\section{Bloch equations of a two-level system and the bound $T_2\le 2T_1$}

A two-level system in a memoryless environment has two relaxation times, $T_1$ for the populations and $T_2$ for the coherence. They are not independent: every transfer of population also destroys coherence, so that $T_2\le 2T_1$.

\subsection{Conventions and premises}

The levels are $|e\rangle=(1,0)^{T}$ and $|g\rangle=(0,1)^{T}$, separated by $\hbar\omega_0>0$. Hamiltonians are divided by $\hbar$ and so are angular frequencies. With the Pauli matrices in this basis, $\sigma_z=|e\rangle\langle e|-|g\rangle\langle g|$, $\sigma_+=|e\rangle\langle g|=(\sigma_x+i\sigma_y)/2$ and $\sigma_-=\sigma_+^\dagger$. A Hermitian matrix of unit trace can be written
\begin{equation}
\rho=\tfrac12(1+\mathbf r\cdot\boldsymbol\sigma),\qquad \rho_{ee}=\tfrac12(1+z),\qquad \rho_{eg}=\tfrac12(x-iy),
\label{bv}
\end{equation}
with the real Bloch vector $\mathbf r=(x,y,z)=\mathrm{tr}(\rho\boldsymbol\sigma)$. The eigenvalues of $\rho$ are $(1\pm|\mathbf r|)/2$, so $\rho\ge0$ means $|\mathbf r|\le1$. The dissipator of an operator $L$ is
\begin{equation}
\mathcal D[L]\rho=L\rho L^\dagger-\tfrac12\{L^\dagger L,\rho\}.
\end{equation}

The premises are: (P1) no third level is populated; (P2) without drive the evolution is a continuous semigroup of completely positive, trace-preserving maps; (P3) without drive no phase of the coherence is preferred, so the evolution commutes with rotations about $z$; (P4) a coherent drive adds a term to the Hamiltonian and leaves the dissipator unchanged.

\subsection{Form of the master equation}

By the theorem of Gorini, Kossakowski and Sudarshan and of Lindblad (1976), P1 and P2 imply, for any basis $F_j$ of the traceless $2\times2$ matrices,
\begin{equation}
\dot\rho=-i[H,\rho]+\sum_{jk}a_{jk}\Big(F_j\rho F_k^\dagger-\tfrac12\{F_k^\dagger F_j,\rho\}\Big),
\label{gksl}
\end{equation}
with a positive semidefinite matrix $a$; for traceless $H$, both $H$ and $a$ are fixed uniquely by the evolution. Choose $F=(\sigma_-,\sigma_+,\sigma_z)$. Under $U_\theta=e^{i\theta\sigma_z/2}$ one has $U_\theta F_jU_\theta^\dagger=e^{im_j\theta}F_j$ with $m=(-1,+1,0)$. The rotated generator therefore has the form \eqref{gksl} with $H\to U_\theta HU_\theta^\dagger$ and $a_{jk}\to a_{jk}e^{i(m_j-m_k)\theta}$. By P3 it equals the original one for every $\theta$, and by uniqueness so do its coefficients. The three $m_j$ differ, so $a_{jk}=0$ for $j\ne k$, and $H=\omega_0\sigma_z/2$, where $\omega_0$ includes any shift caused by the environment. A diagonal positive matrix has non-negative entries; calling them $\Gamma_\downarrow$, $\Gamma_\uparrow$ and $\Gamma_\phi/2$ gives
\begin{equation}
\dot\rho=-i[H,\rho]+\Gamma_\downarrow\mathcal D[\sigma_-]\rho+\Gamma_\uparrow\mathcal D[\sigma_+]\rho+\tfrac12\Gamma_\phi\mathcal D[\sigma_z]\rho,\qquad \Gamma_\downarrow,\Gamma_\uparrow,\Gamma_\phi\ge0 .
\label{me}
\end{equation}
This is the most general equation allowed by P1--P3. In a weak-coupling derivation P3 is the secular approximation: in the interaction picture the terms with $j\neq k$ oscillate at $\omega_0$ or $2\omega_0$ and average out when all rates are small against $\omega_0$. By P4, Eq.~\eqref{me} is kept for a general $H=\tfrac12\mathbf w(t)\cdot\boldsymbol\sigma$ with real $\mathbf w$.

\subsection{The Bloch equations}

\emph{Hamiltonian part.} From $\sigma_j\sigma_k=\delta_{jk}+i\epsilon_{jkl}\sigma_l$ follows $[\mathbf a\cdot\boldsymbol\sigma,\mathbf b\cdot\boldsymbol\sigma]=2i(\mathbf a\times\mathbf b)\cdot\boldsymbol\sigma$. Hence $-i[H,\rho]=-\tfrac{i}{4}\,2i\,(\mathbf w\times\mathbf r)\cdot\boldsymbol\sigma=\tfrac12(\mathbf w\times\mathbf r)\cdot\boldsymbol\sigma$, and comparison with \eqref{bv} gives $\dot{\mathbf r}=\mathbf w\times\mathbf r$.

\emph{Decay and excitation.} For $L=\sigma_-$, $L\rho L^\dagger=\rho_{ee}|g\rangle\langle g|$ and $L^\dagger L=|e\rangle\langle e|$. Half the anticommutator of this projector with $\rho$ has the $ee$ element $\rho_{ee}$, the $gg$ element zero and off-diagonal elements half those of $\rho$. For $L=\sigma_+$ the labels $e$ and $g$ are exchanged.

\emph{Pure dephasing.} Since $\sigma_z^2=1$, $\mathcal D[\sigma_z]\rho=\sigma_z\rho\sigma_z-\rho$, and $\sigma_z\rho\sigma_z$ is $\rho$ with the off-diagonal signs reversed. Altogether
\begin{equation}
\mathcal D[\sigma_-]\rho=\begin{pmatrix}-\rho_{ee}&-\frac12\rho_{eg}\\-\frac12\rho_{ge}&\rho_{ee}\end{pmatrix},\quad
\mathcal D[\sigma_+]\rho=\begin{pmatrix}\rho_{gg}&-\frac12\rho_{eg}\\-\frac12\rho_{ge}&-\rho_{gg}\end{pmatrix},\quad
\mathcal D[\sigma_z]\rho=\begin{pmatrix}0&-2\rho_{eg}\\-2\rho_{ge}&0\end{pmatrix}.
\end{equation}
The factor $2$ in the last matrix is the reason for the prefactor $\Gamma_\phi/2$ in \eqref{me}: $\Gamma_\phi$ is then the decay rate of the coherence due to this term. The dissipative contributions are
\begin{align}
\dot z&=2\dot\rho_{ee}=-\Gamma_\downarrow(1+z)+\Gamma_\uparrow(1-z)=-(\Gamma_\downarrow+\Gamma_\uparrow)z+\Gamma_\uparrow-\Gamma_\downarrow,\\
\dot\rho_{eg}&=-\big[\tfrac12(\Gamma_\downarrow+\Gamma_\uparrow)+\Gamma_\phi\big]\rho_{eg}.
\end{align}
The second rate is real, so it holds for $x$ and $y$ separately. For $\Gamma_\downarrow+\Gamma_\uparrow>0$ the sum of all parts has the form introduced by Bloch (1946) for nuclear induction,
\begin{equation}
\dot{\mathbf r}=\mathbf w\times\mathbf r-\frac{x\,\hat{\mathbf x}+y\,\hat{\mathbf y}}{T_2}-\frac{z-z_{\rm eq}}{T_1}\,\hat{\mathbf z},
\label{bloch}
\end{equation}
\begin{equation}
\frac1{T_1}=\Gamma_\downarrow+\Gamma_\uparrow,\qquad
\frac1{T_2}=\frac1{2T_1}+\Gamma_\phi,\qquad
z_{\rm eq}=\frac{\Gamma_\uparrow-\Gamma_\downarrow}{\Gamma_\uparrow+\Gamma_\downarrow}.
\label{rates}
\end{equation}
Without drive, $\mathbf w=\omega_0\hat{\mathbf z}$ and the equations decouple:
\begin{equation}
z(t)=z_{\rm eq}+[z(0)-z_{\rm eq}]e^{-t/T_1},\qquad \rho_{eg}(t)=\lambda(t)\rho_{eg}(0),\quad\lambda=e^{-i\omega_0t-t/T_2}.
\label{free}
\end{equation}
This fixes the meaning of the parameters; $z_{\rm eq}$ is the stationary inversion of the undriven system only. For thermal radiation at temperature $T$, emission and absorption go as $\bar n+1$ and $\bar n$, with $\bar n=1/(e^{\hbar\omega_0/k_BT}-1)$. With the spontaneous rate $\Gamma$, $\Gamma_\downarrow=\Gamma(\bar n+1)$ and $\Gamma_\uparrow=\Gamma\bar n$, so $1/T_1=\Gamma(2\bar n+1)$ and $z_{\rm eq}=-1/(2\bar n+1)=-\tanh(\hbar\omega_0/2k_BT)$.

\subsection{The bound and its origin}

Because $\Gamma_\phi\ge0$, Eq.~\eqref{rates} gives $1/T_2\ge1/(2T_1)$, that is
\begin{equation}
T_2\le2T_1 ,
\end{equation}
with equality exactly when $\Gamma_\phi=0$. The sign of $\Gamma_\phi$ came from complete positivity, and this can be seen without the general theorem. Take \eqref{free} with arbitrary $T_1,T_2>0$ and $|z_{\rm eq}|\le1$. Put $p_\uparrow=(1+z_{\rm eq})/2$, $p_\downarrow=(1-z_{\rm eq})/2$ and $\eta=e^{-t/T_1}$. Then $\rho_{ee}(t)=p_\uparrow+[\rho_{ee}(0)-p_\uparrow]\eta$, so the probabilities of finding $e$ after starting in $e$, and $g$ after starting in $g$, are
\begin{equation}
A=p_\uparrow+p_\downarrow\eta,\qquad B=p_\downarrow+p_\uparrow\eta .
\end{equation}
Entangle the system with an inert two-level partner in the state $(|e0\rangle+|g1\rangle)/\sqrt2$ and let the map act on the system alone. By linearity the joint state has the diagonal elements $A/2$, $(1-A)/2$, $(1-B)/2$ and $B/2$ for $e0$, $g0$, $e1$ and $g1$, and a single pair of off-diagonal elements, $\langle e0|\rho|g1\rangle=\lambda/2$ and its conjugate. By Choi's theorem (1975) the map is completely positive if and only if this matrix is positive. The diagonal is non-negative, so the condition is that of the block on $e0$ and $g1$,
\begin{equation}
|\lambda|^2=e^{-2t/T_2}\le AB .
\label{choi}
\end{equation}
With $p_\uparrow+p_\downarrow=1$ the product is
\begin{equation}
AB=p_\uparrow p_\downarrow(1+\eta^2)+(p_\uparrow^2+p_\downarrow^2)\eta=\eta+p_\uparrow p_\downarrow(1-\eta)^2 .
\end{equation}
To first order in $t$, \eqref{choi} reads $1-2t/T_2\le1-t/T_1$, so $T_2\le2T_1$ is necessary. It is also sufficient, since then $e^{-2t/T_2}\le\eta\le AB$ at all times. The factor $2$ arises because $|\lambda|$ is bounded by the product of two amplitudes, $\sqrt A\sqrt B$, each of which is lost at half the rate of its probability.

Positivity of the system alone demands less. The ball $|\mathbf r|\le1$ is mapped into itself if and only if $d|\mathbf r|^2/dt\le0$ on its surface. Write $G_1=1/T_1$ and $G_2=1/T_2$. The precession term is perpendicular to $\mathbf r$, and with $x^2+y^2=1-z^2$,
\begin{equation}
-\tfrac12\frac{d|\mathbf r|^2}{dt}=G_2(1-z^2)+G_1z(z-z_{\rm eq})=(G_1-G_2)z^2-G_1z_{\rm eq}z+G_2 .
\end{equation}
Only $G_2<G_1/2$ needs examination. The parabola then opens upward, and its minimum at $z^*=G_1z_{\rm eq}/[2(G_1-G_2)]$ has $|z^*|\le|z_{\rm eq}|\le1$. The minimum is non-negative if $4G_2(G_1-G_2)\ge G_1^2z_{\rm eq}^2$, which on this branch means
\begin{equation}
G_2\ge\tfrac12G_1\Big(1-\sqrt{1-z_{\rm eq}^2}\Big)=\tfrac12\big(\sqrt{\Gamma_\downarrow}-\sqrt{\Gamma_\uparrow}\big)^2 ,
\end{equation}
where $1-z_{\rm eq}^2=4\Gamma_\uparrow\Gamma_\downarrow/G_1^2$ was used. For $z_{\rm eq}=\pm1$ this is again $T_2\le2T_1$; for $z_{\rm eq}=0$ it allows any $T_2$. In general the bound needs complete positivity.

If P3 is dropped, a weaker statement survives. Take $F_j=\sigma_j$ in \eqref{gksl} with a positive matrix $c_{jk}$, and write the homogeneous dissipative part as $\dot{\mathbf r}=-\mathsf R\,\mathbf r$. The element $-\mathsf R_{ll}$ is $\tfrac12\mathrm{tr}$ of $\sigma_l$ times the dissipator applied to $\sigma_l$. Here $\tfrac12\mathrm{tr}(\sigma_l\sigma_j\sigma_l\sigma_k)=\pm\delta_{jk}$, with the plus sign for $j=l$ only, and the anticommutator term gives $-\tfrac12\mathrm{tr}(\sigma_k\sigma_j)=-\delta_{jk}$. Thus $\mathsf R_{ll}=2\sum_{j\ne l}c_{jj}$ and
\begin{equation}
\mathsf R_{xx}+\mathsf R_{yy}-\mathsf R_{zz}=4c_{zz}\ge0 .
\label{gen}
\end{equation}
For equal transverse rates this is the bound. A phase-sensitive bath, such as squeezed light, can make one transverse rate smaller than $\mathsf R_{zz}/2$ at the cost of the other.

\subsection{Coherent drive, steady state and linewidth}

A near-resonant field of frequency $\omega_L$ and phase $\varphi(t)$ gives, in the rotating-wave approximation, $H=\tfrac12\omega_0\sigma_z+\tfrac12\Omega(\sigma_+e^{-i\theta}+\sigma_-e^{i\theta})$ with $\theta=\omega_Lt+\varphi$ and a real Rabi frequency $\Omega$. The state $\tilde\rho=U_\theta\rho U_\theta^\dagger$ evolves under
\begin{equation}
\tilde H=U_\theta HU_\theta^\dagger+i\dot U_\theta U_\theta^\dagger=-\tfrac12(\Delta+\dot\varphi)\sigma_z+\tfrac12\Omega\sigma_x,\qquad\Delta=\omega_L-\omega_0 .
\label{rot}
\end{equation}
The dissipators keep their form, because $\mathcal D[e^{i\chi}L]=\mathcal D[L]$ for real $\chi$. For constant $\varphi$, $\mathbf w=(\Omega,0,-\Delta)$ and \eqref{bloch} becomes
\begin{equation}
\dot x=\Delta y-\frac{x}{T_2},\qquad\dot y=-\Delta x-\Omega z-\frac y{T_2},\qquad\dot z=\Omega y-\frac{z-z_{\rm eq}}{T_1}.
\end{equation}
In the steady state the first equation gives $x=\Delta T_2y$, the second then $y=-\Omega T_2z/(1+\Delta^2T_2^2)$, and the third $z-z_{\rm eq}=\Omega T_1y$. Eliminating $y$,
\begin{equation}
z_{\rm ss}=z_{\rm eq}\frac{1+\Delta^2T_2^2}{1+s+\Delta^2T_2^2},\qquad s=\Omega^2T_1T_2 .
\end{equation}
For $z_{\rm eq}=-1$ the excited population is
\begin{equation}
\rho_{ee}=\frac{s/2}{1+s+\Delta^2T_2^2},
\label{ss}
\end{equation}
a Lorentzian in $\Delta$ that falls to half its peak at $\Delta^2T_2^2=1+s$. Its full width at half maximum in ordinary frequency is
\begin{equation}
\delta\nu=\frac{\sqrt{1+s}}{\pi T_2}\ \ge\ \frac1{\pi T_2}=\frac1{2\pi}\Big(\frac1{T_1}+2\Gamma_\phi\Big)\ \ge\ \frac1{2\pi T_1}.
\label{width}
\end{equation}
In spectroscopic terms, no line of such a system is narrower than its lifetime limit.

A fluctuating laser phase supplies a concrete $\Gamma_\phi$. Let $\varphi$ have independent Gaussian increments of zero mean with $\langle d\varphi^2\rangle=2D\,dt$. By \eqref{rot} an increment rotates $\tilde\rho$ by $e^{i\,d\varphi\,\sigma_z/2}$. The increment is independent of $\tilde\rho(t)$, so on averaging the first-order term vanishes and the second-order term is $-\tfrac18\langle d\varphi^2\rangle[\sigma_z,[\sigma_z,\tilde\rho]]$. Since $[\sigma_z,[\sigma_z,\tilde\rho]]=2\tilde\rho-2\sigma_z\tilde\rho\sigma_z=-2\mathcal D[\sigma_z]\tilde\rho$, this equals $\tfrac12D\,\mathcal D[\sigma_z]\tilde\rho\,dt$, so $\Gamma_\phi=D$. The same process gives the field correlation $\langle e^{-i[\varphi(t+\tau)-\varphi(t)]}\rangle=e^{-D|\tau|}$, whose Fourier transform is proportional to $D/(D^2+\omega^2)$, a Lorentzian of full width $\delta\nu_L=D/\pi$. Hence $\Gamma_\phi=\pi\,\delta\nu_L$, and by \eqref{width} the weak-field width is $1/(2\pi T_1)+\delta\nu_L$. This $T_2$ describes the coherence relative to the laser phase.

\subsection{Range of validity}

(i) P2 and P4 need an environment whose coupling spectrum is flat around $\omega_0$, and for dephasing around zero frequency, over a band wider than $1/T_1$, $1/T_2$, $\Omega$ and $|\Delta|$. For the free-space vacuum that spectrum varies on the scale $\omega_0$. Slow noise violates the condition: the decay of $\rho_{eg}$ is then not exponential, depends on the pulse sequence and has no single $T_2$.

(ii) P3 and the rotating-wave approximation need all rates and $\Omega$ small against $\omega_0$, and a bath without a phase reference; otherwise only \eqref{gen} remains.

(iii) With leakage to a third level the trace over $e$ and $g$ is not conserved, and the populations no longer relax with one time $T_1$.

(iv) The equations hold for independent systems. A static spread of $\omega_0$ is not part of $\Gamma_\phi$; it multiplies the ensemble coherence by the Fourier transform of the distribution, of modulus at most one, and so only hastens the apparent decay.

(v) $T_1$ and $T_2$ are defined by the undriven decay \eqref{free}. Under a drive the eigenvalues of the Bloch equations mix the two rates, and the bound does not refer to them.

\subsection{Illustration: the D$_2$ line of rubidium in a cold dilute cloud}

In $^{87}$Rb the pair $|g\rangle=|5S_{1/2},F=2,m_F=2\rangle$, $|e\rangle=|5P_{3/2},F'=3,m_{F'}=3\rangle$ driven by $\sigma^+$ light is closed: from $g$ this light reaches only $m_{F'}=3$, which exists only in $F'=3$, and $e$ can decay only to $g$. Typical atomic inputs are the vacuum wavelength $\lambda_0=780.24$ nm, the lifetime $1/\Gamma=26.24$ ns, the mass $m=86.909$ u and the interval of $267$ MHz from $F'=3$ to $F'=2$. Assumed conditions are walls at $300$ K, a resonant probe of intensity $I=1.0$ mW/cm$^2$ with Lorentzian width $\delta\nu_L=0.30$ MHz, and a cloud at $20\ \mu$K with density $n=10^{8}$ cm$^{-3}$ and size $\ell=1$ mm.

\emph{Rates.} The inputs give $\omega_0/2\pi=384.23$ THz, $\Gamma=3.81\times10^7$ s$^{-1}$ and $\Gamma/2\pi=6.07$ MHz. At $300$ K, $\hbar\omega_0/k_BT=61.5$ and $\bar n=2\times10^{-27}$, so $\Gamma_\uparrow$ is negligible, $z_{\rm eq}=-1$ and $T_1=1/\Gamma$, which bounds $T_2$ by $2T_1=52.5$ ns. The laser gives $\Gamma_\phi=9.42\times10^5$ s$^{-1}$. Added to $\Gamma/2=1.91\times10^7$ s$^{-1}$ this yields $1/T_2=2.00\times10^7$ s$^{-1}$, so
\begin{equation}
T_2=50.0\ \text{ns},\qquad T_2/2T_1=0.953,\qquad 1/\pi T_2=6.37\ \text{MHz}.
\end{equation}

\emph{Drive.} For a field of amplitude $E_0$ with polarization matched to the transition dipole $d$, $\hbar\Omega=dE_0$ and $I=\tfrac12c\epsilon_0E_0^2$, while the spontaneous rate of a closed transition is $\Gamma=\omega_0^3d^2/(3\pi\epsilon_0\hbar c^3)$. Eliminating $d$ and $E_0$,
\begin{equation}
\frac{2\Omega^2}{\Gamma^2}=\frac{I}{I_{\rm sat}},\qquad I_{\rm sat}=\frac{\hbar\omega_0^3\Gamma}{12\pi c^2}=\frac{\pi hc\,\Gamma}{3\lambda_0^3}=1.67\ \text{mW/cm}^2 .
\end{equation}
Then $I/I_{\rm sat}=0.599$, $\Omega/2\pi=3.32$ MHz and $s=(I/I_{\rm sat})(T_2/2T_1)=0.571$. On resonance $x=0$, $y=0.664$, $z=-0.637$ and $|\mathbf r|=0.920$, inside the ball. Equation \eqref{ss} gives $\rho_{ee}=0.182$, against $0.187$ for $\Gamma_\phi=0$, a reduction of $3.0$ per cent. The scattering rate is $\Gamma\rho_{ee}=6.9\times10^6$ s$^{-1}$ and the power-broadened width \eqref{width} is $7.98$ MHz.

\emph{Neglected terms.} The ratios $\Gamma/\omega_0=1.6\times10^{-8}$ and $\Omega/\omega_0=8.6\times10^{-9}$ secure (i) for the vacuum and (ii). Impure polarization opens a path through $F'=2$ to the other ground level $F=1$; its rate relative to the resonant one is of the order of the impure fraction of the intensity times $(\Gamma/2\delta)^2=1.3\times10^{-4}$, with $\delta=2\pi\times267$ MHz.

The rms velocity along the beam is $\sqrt{k_BT/m}=4.4$ cm/s, an rms Doppler shift $\sigma_\nu=56$ kHz. It enters the width only in second order. With $u$ the detuning in units of the half width $\gamma$, $\epsilon=\sigma_\nu^2/\gamma^2$ and $f=1/(1+u^2)$, convolution with the narrow Gaussian gives $f+\tfrac12\epsilon f''$. From $f''(0)=-2$, $f''(1)=\tfrac12$ and $f'(1)=-\tfrac12$, the half-maximum condition at $u=1+\zeta$ is $\tfrac12-\tfrac12\zeta+\tfrac14\epsilon=\tfrac12(1-\epsilon)$, so $\zeta=\tfrac32\epsilon$ and the full width grows by $3\sigma_\nu^2/\gamma$. For $\gamma=3.18$ MHz this is $3$ kHz, small against $\delta\nu_L$.

Two effects rival the dephasing. First, each absorbed photon shifts the detuning by $h/(m\lambda_0^2)=7.5$ kHz, which accumulates to $\delta\nu_L$ after $40$ photons, or about $6\ \mu$s; the steady state above applies to pulses long against $T_1$ and short against this time. Second, scattered light is reabsorbed. The weak-field cross section for $\Gamma_\phi=0$ is $\hbar\omega_0\Gamma\rho_{ee}/I=3\lambda_0^2/2\pi=2.9\times10^{-9}$ cm$^2$, so the optical depth is $b=0.029$. The diffuse light has an intensity of order $bI$ and adds a rate of order $W=b\,\Gamma\rho_{ee}=2\times10^5$ s$^{-1}$ to both $\Gamma_\uparrow$ and $\Gamma_\downarrow$. By \eqref{rates} this raises $1/T_2$ by $W$, that is by $1$ per cent, or $0.2\,\Gamma_\phi$, and leaves the bound intact; the attenuation of the probe, up to order $b$, rivals the reduction of $\rho_{ee}$ found above. The direct dipole--dipole coupling scales as $\Gamma/(kr)^3$ with $k=2\pi/\lambda_0$; at the mean spacing this is $n/k^3=1.9\times10^{-7}$ in units of $\Gamma$, which is negligible.

The value $T_2=50.0$ ns is the model's, for the assumed laser. Its third figure does not carry over to the assumed cloud, and the frequency noise of real diode lasers is typically not white, in which case the laser adds less than its full width to the line. For an ideal laser the model gives $T_2=2T_1$.

\emph{A semiconductor counterpart.} For one polarization of the neutral exciton in an InGaAs quantum dot, typical inputs are $\hbar\omega_0=1.3$ eV and $T_1=1.0$ ns. At an assumed $4$ K, $\hbar\omega_0/k_BT=3.8\times10^3$ and again $z_{\rm eq}=-1$. The lifetime limit of the full width is $\hbar/T_1=0.66\ \mu$eV. An assumed $\hbar\Gamma_\phi=0.20\ \mu$eV gives the model's width $2\hbar/T_2=1.06\ \mu$eV, $T_2=1.24$ ns and $T_2/2T_1=0.62$. Slow scans of good dots typically show widths of one to two $\mu$eV, so the model can fall short by up to about a factor of two. The excess comes from slow charge and nuclear-spin noise, which, like the phonon sidebands, lies outside premise P2.